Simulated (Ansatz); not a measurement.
Hf: pressure and energy less free atoms against volume scale

All results are calculated (Ansatz 0.2.0). Periodic Kohn-Sham DFT of a crystal at fixed atoms, scaled to volume_scale times the given cell; pressure positive in compression, energy less spherical unpolarised free atoms, largest_vzz the field gradient of largest size among the nuclei.

The cell before it is scaled or strained (space group Fm-3m, No. 225):
```
Hf
1.0
      0.0000     2.2200     2.2200
      2.2200     0.0000     2.2200
      2.2200     2.2200     0.0000
Hf
1
Direct
  0.00000 0.00000 0.00000
```

Settings of every row: method all-electron LAPW; functional PBEsol; relativity scalar; k mesh 16x16x16; filling fermi-dirac; smearing width 0.03 eV; basis error target 0.25 meV/atom; nucleus gaussian.

Atom start moment: 0 on all atoms.

Limits: no spin-orbit coupling on heavy atoms.

```
row  volume scale  V (Å³/atom)  pressure (GPa)  energy less free atoms (eV/atom)
  1          0.94       20.569           5.491                           -7.8088
  2          0.96       21.007           2.899                           -7.8202
  3          0.98       21.444           0.539                           -7.8249
  4          0.99       21.663          -0.556                           -7.8248
  5             1       21.882          -1.596                           -7.8234
  6          1.01       22.101          -2.584                           -7.8205
  7          1.02        22.32          -3.524                           -7.8163
  8          1.04       22.757          -5.279                           -7.8043
  9          1.06       23.195               ?                                 ?
```

Question: what pressure and energy less free atoms should row 9 give?

Worked fit of pressure. Take u = (V_r/V)^(2/3) − 1 with V_r = 21.773 Å³ an atom, which is twice the finite (Eulerian) strain; such expansions in the strain, on which the Birch-Murnaghan equation of state is built, carry the rest volume and the bulk modulus. The shown rows have u = 0.03865, 0.02416, 0.0102, 0.00338, -0.00332, -0.00992, -0.01641, -0.02904. Least squares give pressure = −1.0821 + 155.424 × u + 379.48 × u² GPa; a straight line predicts inner rows, each left out in turn, worse (root mean square 0.13 against 0.0054 GPa). The rows lie off it by -0.001, 0.005, -0.004, -0.004, -0.002, 0.003, 0.006, -0.003 (root mean square 0.0038 GPa). The pressure vanishes at u = 0.0068, or V = 21.55 Å³ an atom, and there the bulk modulus at fixed shape and fractions is B = −V dP/dV = (2/3)(1 + u) dP/du = 108 GPa. The withheld row has u = -0.0413, so the fit gives −1.0821 + 155.424 × (-0.0413) + 379.48 × (-0.0413)² = -6.854 GPa.

The calculation gave -6.89 GPa. The fit lies 0.036 GPa (0.29 % of the column's range) above it; its largest miss of a shown row is 0.006 GPa. This row lies beyond the range of the fit.

Worked fit of energy less free atoms. Take u = (V_r/V)^(2/3) − 1 with V_r = 21.773 Å³ an atom, which is twice the finite (Eulerian) strain; such expansions in the strain, on which the Birch-Murnaghan equation of state is built, carry the rest volume and the bulk modulus. The shown rows have u = 0.03865, 0.02416, 0.0102, 0.00338, -0.00332, -0.00992, -0.01641, -0.02904. Least squares give energy less free atoms = −7.82428 − 0.221 × u + 16.085 × u² eV/atom; a straight line predicts inner rows, each left out in turn, worse (root mean square 0.0055 against 4.1e-05 eV/atom). All shown rows lie on it to the printed digit. Its lowest point lies at u = 0.0069, or V = 21.55 Å³ an atom, and the curvature there gives the bulk modulus at fixed shape and fractions, B = (4/9)(1 + u)² E″(u)/V = 108 GPa. The withheld row has u = -0.0413, so the fit gives −7.82428 − 0.221 × (-0.0413) + 16.085 × (-0.0413)² = -7.7877 eV/atom.

The calculation gave -7.7876 eV/atom. The fit lies 0.0001 eV/atom (0.27 % of the column's range) below it, one unit of the last digit. This row lies beyond the range of the fit.
